Appendix. Light-hole and split-off coupling along [001] and [111]

Conventions. E is the hole energy, positive downward from the Γ8 top. t = ħ²k²/2m₀ with ħ²/2m₀ = 38.1 meV nm², n = k/k, and L is in units of ħ. In the basis (x, y, z) ⊗ spin the six-band Hamiltonian of a diamond crystal is

H = D + (Δ/3)(1 − L·σ), D_xx = (γ1 − 2γ2 + 6γ2 n_x²)t, D_xy = 6γ3 n_x n_y t, and cyclic.

The spin-orbit term is 0 for j = 3/2 and Δ for j = 1/2.

Reduction. Along [001] (γ = γ2) and [111] (γ = γ3), D = (γ1 − 2γ)t + 3q|∥⟩⟨∥|, with q = 2γt > 0 and ∥ the orbital along k. The two transverse orbitals are degenerate, so m = j·n is conserved. The states m = ±3/2 are purely transverse, with E_hh = (γ1 − 2γ)t. For m = 1/2 (and its partner −1/2) two states remain, |m_L = 0, ↑⟩ = |∥↑⟩ and |m_L = 1, ↓⟩:

H − E_hh = [[Δ/3 + 3q, −√2Δ/3], [−√2Δ/3, 2Δ/3]].

The trace is Δ + 3q and the determinant 2Δq, so the gaps δ = E − E_hh are

δ∓ = (Δ + 3q)/2 ∓ S/2, S² = Δ² − 2Δq + 9q² = (3q − Δ/3)² + 8Δ²/9.

General form. In the j = 3/2, 1/2 states (√2, 1)/√3 and (−1, √2)/√3 the block becomes H = [[γ1t − Q, √2Q], [√2Q, γ1t + Δ]] with Q = −q, and

E∓ = γ1t + (Δ − Q)/2 ∓ ½√(Δ² + 2ΔQ + 9Q²),

identical to E_hh + δ∓. S vanishes at complex q of modulus Δ/3, which separates the two expansions. For q < Δ/3, δ₋ = 2q − 2q²/Δ + …, or E_lh = (γ1 + 2γ)t − 8γ²t²/Δ + …. For q > Δ/3 the diagonal of the orbital block leads: E₋ → 2Δ/3 + (γ1 − 2γ)t and E₊ → Δ/3 + (γ1 + 4γ)t, with δ₋ = 2Δ/3 − 2Δ²/(27q) + …. Since dS/dq < 3, δ₋ rises monotonically to 2Δ/3: the light hole turns transverse and runs parallel to the heavy hole.

Germanium. Inputs are the compiled Δ = 0.3 eV (Peralta 2006) and typical γ1 = 13.38, γ2 = 4.24, γ3 = 5.69. With x = q/Δ and k in nm⁻¹:

x | k[001] | k[111] | δ₋/Δ | two-term expansion | δ₊/Δ
0.1 | 0.30 | 0.26 | 0.178 | 0.180 (small k) | 1.12
0.3 | 0.53 | 0.46 | 0.400 | 0.420 (small k) | 1.50
1 | 0.96 | 0.83 | 0.586 | 0.593 (large k) | 3.41
3 | 1.7 | 1.4 | 0.641 | 0.642 (large k) | 9.36

On these axes the model's vertical transition energies lie below 2Δ/3 = 0.20 eV for hh→lh, above min S = 2√2Δ/3 = 0.94Δ = 0.28 eV (at x = 1/9) for lh→so, and above Δ for hh→so. Hole occupation limits the approach to the ceiling. At x = 1, where δ₋ = 0.18 eV, E_hh is 53 meV along [111] and 0.17 eV along [001], against k_BT = 26 meV at 300 K.

Limits. The ceiling belongs to the two axes. Along [110] the transverse orbitals split by 3(γ3 − γ2)t, which is 0.11 eV at k = 0.83 nm⁻¹, and the hh–lh gap keeps growing with k. The s-like Γ conduction state couples only to ∥. Attributing all of 3q to it, as an estimate, scales q by E₀/(E₀ + E), with E the energy of the branch and E₀ = 0.8 eV the compiled direct gap (Waroquiers 2013). At x = 1 along [111], E₋ = 0.23 eV gives the factor 0.78 and δ₋ = 0.56Δ in place of 0.59Δ, so the plateau survives. There E₊ = 1.1 eV exceeds E₀, so its large-k asymptote is not quantitative. Along [111] the same scaling moves the minimum of the lh–so gap from x = 1/9 to x ≈ 0.2 and lowers it from 0.94Δ to about 0.89Δ. The dip below Δ is then 0.11Δ against the model's 0.057Δ, so by this estimate the model's dip is too shallow by about half.